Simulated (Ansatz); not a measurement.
YS: the change of pressure and energy above lowest point with volume scale

All results are calculated (Ansatz 0.2.0). Free energy against uniform scaling of the volume at fixed shape and fractions; periodic cell, basis, potentials, k mesh and filling as listed.

The cell before it is scaled or strained (space group Fm-3m, No. 225):
```
CELL_PARAMETERS angstrom
0.00000 2.74360 2.74360
2.74360 0.00000 2.74360
2.74360 2.74360 0.00000
ATOMIC_POSITIONS crystal
Y 0.50000 0.50000 0.50000
S 0.00000 0.00000 0.00000
```

Settings of every row: functional LDA; dispersion none; potentials PAW; wave cutoff 571.44 eV; density cutoff 2285.8 eV; k mesh 7x7x7; k shift 0x0x0; occupations cold; smearing width 0.15 eV; spin none.

Limits: coarse k mesh, up to 40 meV an atom off; odd electron count without spin.

```csv
row,volume scale,V (Å³/atom),pressure (GPa),energy above lowest point (meV/atom)
1,0.9,18.587,8.59,31.6
2,0.925,19.103,4.81,10.2
3,0.95,19.619,1.51,0.2
4,0.975,20.136,-1.35,0
5,1,20.652,-3.85,8.5
6,1.025,21.168,?,?
7,1.05,21.685,-7.91,47
8,1.075,22.201,-9.54,75.1
9,1.1,22.717,-10.97,108.2
```

Question: what pressure and energy above lowest point should row 6 give?

Worked fit of pressure. Take u = (V_r/V)^(2/3) − 1 with V_r = 20.394 Å³ an atom, which is twice the finite (Eulerian) strain; such expansions in the strain, on which the Birch-Murnaghan equation of state is built, carry the rest volume and the bulk modulus. The shown rows have u = 0.06381, 0.04456, 0.02616, 0.00852, -0.00835, -0.04009, -0.05503, -0.06939. Least squares give pressure = −2.644 + 147.68 × u + 423.2 × u² + 341 × u³ GPa; a parabola predicts inner rows, each left out in turn, worse (root mean square 0.024 against 0.0069 GPa). The rows lie off it by 0.00, 0.00, -0.01, 0.00, 0.00, 0.00, 0.01, 0.00. The pressure vanishes at u = 0.0171, or V = 19.88 Å³ an atom, and there the bulk modulus at fixed shape and fractions is B = −V dP/dV = (2/3)(1 + u) dP/du = 110 GPa. The withheld row has u = -0.02453, so the fit gives −2.644 + 147.68 × (-0.02453) + 423.2 × (-0.02453)² + 341 × (-0.02453)³ = -6.02 GPa.

The calculation gave -6.02 GPa. The fit meets it to the printed digit.

Worked fit of energy above lowest point. Take u = (V_r/V)^(2/3) − 1 with V_r = 20.394 Å³ an atom, which is twice the finite (Eulerian) strain; such expansions in the strain, on which the Birch-Murnaghan equation of state is built, carry the rest volume and the bulk modulus. The shown rows have u = 0.06381, 0.04456, 0.02616, 0.00852, -0.00835, -0.04009, -0.05503, -0.06939. Least squares give energy above lowest point = 3.27 − 504.8 × u + 14701 × u² + 2663 × u³ meV/atom; a parabola predicts inner rows, each left out in turn, worse (root mean square 0.19 against 0.044 meV/atom). All shown rows lie on it to the printed digit. Its lowest point lies at u = 0.0171, or V = 19.88 Å³ an atom, and the curvature there gives the bulk modulus at fixed shape and fractions, B = (4/9)(1 + u)² E″(u)/V = 110 GPa. The withheld row has u = -0.02453, so the fit gives 3.27 − 504.8 × (-0.02453) + 14701 × (-0.02453)² + 2663 × (-0.02453)³ = 24.5 meV/atom.

The calculation gave 24.5 meV/atom. The fit meets it to the printed digit.
